**Stretched silicon: the band gap widens while the direct gap shrinks**

Stretching silicon widens its band gap. From the smallest to the largest volume the bonds lengthen by 8 % and the gap doubles, from 0.375 to 0.772 eV. The likely reason is that the lowest empty state contains a share of d orbitals, which holds its energy down, and this hold weakens as the atoms move apart. The least direct gap shrinks instead, slowly at first and then steeply, because it is the lowest of several transitions and a different one takes over at large volume.

Ansatz 0.2.0, scalar-relativistic PBE with plane waves and PAW, no spin polarization: silicon in the diamond structure (Fd-3m, 2-atom cell), single-point runs at several volumes. The wave cutoff is 420 eV, with Gaussian smearing of 0.02 eV. Both gaps are Kohn-Sham gaps on the 10×10×10 k mesh.

| volume (Å³/atom) | shortest distance (Å) | band gap (eV) | least direct gap (eV) |
| --- | --- | --- | --- |
| 18.000 | 2.270 | 0.375 | 2.596 |
| 18.012 | 2.270 | 0.377 | 2.595 |
| 18.833 | 2.304 | 0.466 | 2.583 |
| 19.227 | 2.320 | 0.506 | 2.576 |
| 19.725 | 2.340 | 0.553 | 2.567 |
| 19.841 | 2.345 | 0.563 | 2.564 |
| 19.981 | 2.350 | 0.576 | 2.562 |
| 20.455 | 2.368 | 0.616 | 2.552 |
| 20.456 | 2.368 | 0.616 | 2.552 |
| 21.068 | 2.392 | 0.665 | 2.510 |
| 22.500 | 2.445 | 0.763 | 2.076 |
| 22.646 | 2.450 | 0.772 | 2.009 |

The band gap is the smallest energy between any filled and any empty state. The least direct gap is the smallest such energy at one and the same wave vector, which is what light needs to excite an electron without help from a lattice vibration. In every row the highest filled state lies at Γ, the centre of the Brillouin zone, and the lowest empty state on the k mesh lies 0.8 of the way from Γ to the zone boundary at X. Finer sampling at 20.456 Å³ moves that minimum to about 0.84 and lowers the gap by less than 0.01 eV, which is small beside the rise of 0.4 eV over the series. The table keeps the mesh value in every row.

**What bonds alone would do**

Neighbouring orbitals combine into bonding levels, which are pushed down, and antibonding levels, which are pushed up. A simple rule lets this push scale as 1/d², where d is the shortest distance. If the whole band gap followed that rule, it would fall by about 0.1 eV over the series. In this picture, something else must act against these pushes, most likely in the conduction state, and it must weaken faster than they do when the crystal is stretched.

**The part played by d orbitals**

Silicon has empty 3d orbitals not far above its s and p levels. Near X the symmetry of the conduction state lets it mix strongly with them. Two levels that mix repel each other, so the lower one, here the conduction state, is pushed down. The size of this downward push is roughly the square of the coupling divided by the distance between the levels.

If the coupling scales as 1/d² and the distance between the levels stays about the same, the downward push scales as 1/d⁴. It then changes twice as fast, in relative terms, as the ordinary bonding and antibonding push. It can therefore decide the direction of the trend once it is more than half as large. Squeezing strengthens the hold of the d orbitals and narrows the gap, while stretching loosens it and widens the gap.

Diamond is the telling neighbour. It has the same structure and its conduction minimum also lies near X, but carbon has no d orbitals at low energy. Its gap shrinks on stretching, as the plain bond argument says. This contrast supports the d-orbital account, but the gaps in the table do not test it directly. The d share of silicon's conduction state, followed from cell to cell, would do so.

**How much the gap moves**

For small changes the gap E follows E = E₀ + a ln(V/V₀), where V is the volume per atom, V₀ a reference volume, E₀ the gap there and a the slope. The rows at 19.981 and 21.068 Å³ give a ≈ 1.68 eV, so one per cent of extra volume adds about 0.017 eV. Starting from 0.616 eV at 20.455 Å³, the gap at 22.646 Å³ should be 0.616 + 1.68 × ln(22.646/20.455) ≈ 0.79 eV. The calculation gives 0.772 eV, and that row had no part in the slope.

The estimate is slightly high because the gap responds less and less: the slope falls from 2.0 eV at the compressed end to 1.5 eV at the stretched end. A push that fades quickly with distance would flatten the curve in this way. The output below compares a straight line in ln V with a V^(−2/3) law, both fitted to all twelve rows, and I use them only as descriptions. It also lists a free-wave estimate of the slope, which ignores the lattice potential and would give diamond the same trend as silicon, so it does not explain the rise.

For practical use, the gap near equilibrium falls by about 19 meV for each GPa of pressure. The two most compressed cells stand at about 15 GPa, where real silicon has already left the diamond structure. PBE also makes the gaps far too small, the measured one being roughly 1.2 eV. The table is a guide to how the gap shifts, not to its absolute size.

**Why the direct gap breaks away**

Up to 20.456 Å³ the least direct gap hardly moves, falling from 2.596 to 2.552 eV. The 1/d² rule would make it fall by about 0.23 eV instead of 0.044 eV, so bonds alone do not describe this branch either. Between the last two rows it falls so fast that one per cent of volume costs about 0.1 eV. A minimum over several transitions behaves like this when a fast-falling one drops below a slow one. Band theory offers a p-like empty state at Γ for the slow branch and an s-like one for the steep branch.

In the s-like state the s orbital of every atom is out of phase with those of all four neighbours, so the upward push is very strong. The s level of a silicon atom lies roughly 7 eV below its p level, and the pushes must bridge this distance as well as the gap of about 2 eV. A total of 9 eV that scales as 1/d², or V^(−2/3), changes by 2/3 × 9 ≈ 6 eV per unit of ln V. The computed fall is about 10 eV, so the estimate explains why this branch is steep but gives only part of its slope.

The row at 21.068 Å³ fits neither branch. A smooth curve through the nine smaller volumes, carried on to this row, gives 2.539 eV, and the line through the last two rows, carried back, gives 2.757 eV. The computed value is 2.510 eV, below both. Unless the steep branch bends strongly, a third transition is lowest here; my guess is one at L, another point on the zone boundary.

Printed output of the fit:

```
Rise of the band gap from smallest to largest volume, eV: 0.397
Increase of volume over the series, percent: 25.81
Increase of bond length over the series, percent: 7.93
Band gap slope per unit ln V from 18.012 to 18.833, eV: 1.997
Band gap slope per unit ln V from 19.981 to 21.068, eV: 1.68
Band gap slope per unit ln V from 21.068 to 22.646, eV: 1.481
Band gap change per GPa between 19.841 and 21.068, meV/GPa: -19.04
Lowering of the gap by finer sampling in row 20.456, eV: 0.00736
Band gap change over the series if it scaled as 1/d squared, eV: -0.09521
Direct gap change from smallest volume to 20.455 if it scaled as 1/d squared, eV: -0.2271
Direct gap change from smallest volume to 20.455 as computed, eV: -0.044
fit of band_gap on 12 rows: constant 0.6086 +/- 0.0028, coefficient of x 1.729 +/- 0.038; rms 0.00857, worst 22.646 0.0126, leave-one-out rms 0.0113
fit of band_gap on 12 rows: constant 0.6115 +/- 0.0018, coefficient of u 2.572 +/- 0.035; rms 0.00535, worst 22.646 0.00812, leave-one-out rms 0.00704
Kinetic unit at 20.455, eV: 5.028
Empty-lattice estimate of the band gap slope per unit ln V at 20.455, eV: 3.218
fit of least_direct_gap on 9 rows (vol < 20.6): constant 2.552 +/- 0.00023, coefficient of x -0.4331 +/- 0.0096, coefficient of x2 -0.7199 +/- 0.07; rms 0.00029, worst 19.841 0.000528, leave-one-out rms 0.000462
  rows outside the fit (model, value, miss): 21.068 2.539, 2.51, 0.0286; 22.5 2.504, 2.076, 0.428; 22.646 2.5, 2.009, 0.491
Direct gap slope per unit ln V between the last two rows, eV: -10.36
Line through the last two rows carried back to 21.068, eV: 2.757
That line less the computed direct gap at 21.068, eV: 0.2472
```
